## A gap that almost vanishes, and a correction that is not a constant

The row that looks wrong is extra_c, a point on the line from Gamma to K. There r2SCAN puts the lowest empty band, c1, only 0.026 eV above the top of the filled bands, which lies at Gamma. HSE06, on the same atoms, puts it at 0.384 eV. One level of theory describes a sheet on the verge of becoming a metal, the other a semiconductor with a small but clear gap.

Band levels of a 2H Janus PtTeSe monolayer at its r2SCAN geometry, from the valence top of each level of theory (Ansatz 0.2.0, plane-wave PAW, no spin polarisation, 0.02 eV Fermi–Dirac smearing). The cheaper level is r2SCAN (12×12×1 k mesh, 500 eV cutoff), the costlier HSE06 (6×6×1, 420 eV). Points extra_c and extra_d are the PBE conduction minimum and direct gap.

```csv
point name,"band v2, cheaper level (eV)","band v1, cheaper level (eV)","band c1, cheaper level (eV)","band c2, cheaper level (eV)","band v2, costlier level (eV)","band v1, costlier level (eV)","band c1, costlier level (eV)","band c2, costlier level (eV)"
Gamma,0.000,0.000,0.981,0.981,0.000,0.000,1.342,1.342
M,-2.561,-2.139,1.191,1.216,-2.647,-2.382,1.656,1.722
K,-3.451,-1.776,0.282,1.409,-3.598,-2.125,0.649,1.945
extra_c,-1.247,-0.890,0.026,0.905,-1.261,-1.050,0.384,1.337
extra_d,-0.723,-0.273,0.138,0.852,-0.784,-0.360,0.473,1.270
```

In the table v1 is the highest filled band and v2 the one below it, while c1 and c2 are the lowest two empty bands. Each level of theory counts energy from its own valence top. The two levels agree on where the gap is: the highest filled state lies at Gamma and the lowest empty one at extra_c. They disagree on how far apart these states are. The point extra_c was located with PBE, another semilocal functional, so the true minimum of c1 may lie slightly off it and both gaps may be a little smaller than listed.

### How the r2SCAN run betrays itself

The first sign of trouble can be read without any costlier calculation. The occupations of the levels were smeared over 0.02 eV, a little less than the thermal energy at room temperature, and the r2SCAN gap is only 1.3 times this width. The point extra_c is not on the 12×12×1 mesh that fixes the occupations, but the gap on that mesh, 0.049 eV, is still under three widths. Electrons therefore leak across it. In the r2SCAN run each of the two states at the valence top is only about half filled, although the bands do not overlap.

The leak is small in total, about 0.016 electrons per cell out of 50. It is thus better read as a symptom of the narrow gap than as its cause. A half-filled state at the band edge might be taken for a metal, but here it results from a smearing width comparable to the gap, together with the sampling. Most of the missing electrons come from Gamma, a single point among 144, while those above the gap spread over many points, and the Fermi level ends up only 0.002 eV above the valence top. The fraction itself would be expected to change with the mesh. With HSE06 the gap is some 19 times the smearing width, and the same states are full.

### Why semilocal exchange closes gaps

r2SCAN computes exchange at each point in space from the electron density and related quantities at that same point. Such a recipe cancels only part of the repulsion that an electron feels from its own charge. Filled states are left too high in energy, and their distance from the empty states comes out too small. This is the usual reason why semilocal functionals underestimate gaps.

HSE06 starts from PBE rather than from r2SCAN, so the semilocal part differs too, but its main change is to replace part of the short-range exchange by exact exchange, which is calculated from the orbitals themselves. A filled orbital then gets back more of the self-repulsion wrongly charged to it. An empty orbital has no such debt to recover. It gives up part of the attraction of the semilocal exchange potential and gets less of it back from exact exchange, so it tends to rise. Filled and empty states therefore move apart. The wider gap at extra_c has the direction that this argument demands. If the two runs share their zero of energy, as they roughly should on the same cell, the raw band edges agree as well: the valence top falls by 0.17 eV and the lowest empty level rises by 0.18 eV.

### The tempting repair, tested at K

If the distance between filled and empty states were too small by the same amount everywhere, the cure would be simple. One would calculate the r2SCAN bands, move all empty bands up by one constant and leave the filled bands alone. This rigid shift is often called a scissor correction. Its constant follows from the gap between Gamma and extra_c:

shift = 0.384 − 0.026 = 0.358 eV

The gap that supplied the constant is reproduced by construction. K, at the corner of the Brillouin zone, is a real test. The quantity to compare is the vertical gap, the distance from v1 to c1 at one and the same point, because it doesn't depend on where the zero of energy is placed.

r2SCAN at K: 0.282 + 1.776 = 2.058 eV

r2SCAN with the rigid shift: 2.058 + 0.358 = 2.416 eV

HSE06 at K: 0.649 + 2.125 = 2.774 eV

The shifted value is still 0.36 eV below HSE06. At K the vertical gap opens by twice the amount that the band edges suggest, so the rigid shift supplies only half of the correction. M shows a shortfall of nearly the same size. At Gamma, by contrast, the rigid shift agrees with HSE06 to within 0.01 eV. A check made at Gamma alone would have passed the method without revealing its weakness.

### The rigid shift fails mainly in the filled bands

The levels at K show which side is to blame. Relative to the valence top, c1 rises by 0.37 eV, almost exactly the rigid shift. It is v1 that breaks the rule, because HSE06 places it 0.35 eV deeper than r2SCAN does. A correction that leaves the filled bands alone has no means of describing this.

At M both sides contribute, since c1 also rises more than at the other points. At these other points, band edges included, c1 moves by 0.34 to 0.37 eV. The rigid shift is therefore a fair guide to the lowest empty band at these four points. It serves the next empty band less well, since c2 rises by 0.18 eV more than the shift at K and by 0.15 eV more at M. It is a poor guide to energies that involve filled states far from Gamma.

One might try to rescue the simple picture by stretching the filled bands, so that deeper states sink further. There is some reason for this, because exact exchange often widens filled bands. K refutes the idea as a general rule. There v2 lies almost twice as deep as v1 in r2SCAN, yet it sinks by only 0.15 eV, less than half as much as v1. The two bands remain about 1.5 eV apart, so it is unlikely that they have merely changed places. In HSE06 a third band lies only 0.13 eV below v2 at K and may have swapped with it, but even then the r2SCAN state would sink less than v1. The v1 band says the same on its own: it lies deeper at M than at K, yet sinks less there.

Depth alone, then, does not decide the correction. Theory points to the orbital instead. The exact-exchange energy of a filled state depends on how compact the state is and how strongly it overlaps with the other filled states. A compact d-like state on a metal atom carries more self-repulsion than a state spread over several atoms, and so it has more to gain.

In a crystal the mixture of metal and chalcogen orbitals within one band changes from point to point. The exchange correction changes with it. That such a change of mixture makes v1 at K differ from the valence top at Gamma is a plausible reading of these numbers. The energies alone do not test it.

If this reading holds, it helps to judge a similar sheet. A constant shift is then safest between states of like orbital character, and it becomes doubtful where the character changes. The sign to look for is a vertical gap that opens by different amounts at different points. Here the opening ranges from 0.36 eV at Gamma to 0.72 eV at K, which rules out a single constant. Small differences deserve no such reading, because the two runs also differ in k mesh and plane-wave cutoff, and the size of that effect was not tested.

### What HSE06 does not repair

The second failure is common to both levels of theory and can be recognised at Gamma. There v1 and v2 have the same energy, so the valence top is a pair of equal levels. Spin–orbit coupling, which is absent from both calculations, generally splits such a pair, and it is strong in atoms as heavy as platinum and tellurium. To a first approximation one level rises by half the splitting and the other falls by as much.

The rising level eats into the gap. If c1 stayed where it is, a splitting of about 0.05 eV would close the r2SCAN gap, while the HSE06 gap would survive up to about 0.77 eV. As a rough guide, splittings in compounds of such heavy elements can reach a few tenths of an eV. The r2SCAN gap is therefore unlikely to outlast the coupling, and the HSE06 gap would probably shrink a good deal. Whether it survives is not settled here, all the more as c1 can split too in a sheet without inversion symmetry.

For this reason 0.38 eV should not be taken as the gap of a real sample. HSE06 was also applied to atoms placed by the cheaper level, and the remaining forces, up to 0.39 eV/Å, show that it would prefer somewhat different positions. The 2H arrangement of the atoms is itself a model, since PtSe₂ and PtTe₂ normally adopt the 1T form. In the relaxed cell each chalcogen has a fourth neighbour at about bonding range besides its three Pt atoms, most likely the other chalcogen straight across the sheet, so Te–Se bonding may enter the mixture of orbitals discussed above. What the comparison does establish is the pattern of the error: r2SCAN nearly loses the gap, and the constant that restores it at the band edges recovers only about half of the correction at K.

The printed output below gives the shifts and vertical gaps at all five points, with the rigid shift set by the indirect gap alone.

The analysis program printed:

```
Indirect gap with r2SCAN (eV): 0.026
Indirect gap with HSE06 (eV): 0.384
Opening of the indirect gap from r2SCAN to HSE06 (eV): 0.358
r2SCAN gap in units of the smearing width: 1.3
HSE06 gap in units of the smearing width: 19.2
Filling of each valence-top state at Gamma with r2SCAN (percent): 52.68
Electrons per cell smeared into the conduction band with r2SCAN: 0.0163
Shift from r2SCAN to HSE06 (eV):
      row      v2      v1     c1     c2
    Gamma       0       0  0.361  0.361
        M  -0.086  -0.243  0.465  0.506
        K  -0.147  -0.349  0.367  0.536
  extra_c  -0.014   -0.16  0.358  0.432
  extra_d  -0.061  -0.087  0.335  0.418
Spread of the c1 shift over the points (eV): 0.13
Spread of the v1 shift over the points (eV): 0.349
Vertical gaps and rigid shift (eV):
      row  r2SCAN  HSE06  opening  HSE06 less rigidly shifted r2SCAN
    Gamma   0.981  1.342    0.361                              0.003
        M    3.33  4.038    0.708                               0.35
        K   2.058  2.774    0.716                              0.358
  extra_c   0.916  1.434    0.518                               0.16
  extra_d   0.411  0.833    0.422                              0.064
Separations of neighbouring bands (eV):
      row  v1-v2 r2SCAN  v1-v2 HSE06  c2-c1 r2SCAN  c2-c1 HSE06
    Gamma             0            0             0            0
        M         0.422        0.265         0.025        0.066
        K         1.675        1.473         1.127        1.296
  extra_c         0.357        0.211         0.879        0.953
  extra_d          0.45        0.424         0.714        0.797
Least stretch of the v1 depth away from Gamma (percent): 11.36
Largest stretch of the v1 depth away from Gamma (percent): 31.87
Least stretch of the v2 depth away from Gamma (percent): 1.123
Largest stretch of the v2 depth away from Gamma (percent): 8.437
Doublet splitting that would close the r2SCAN gap (eV): 0.052
Doublet splitting that would close the HSE06 gap (eV): 0.768
```
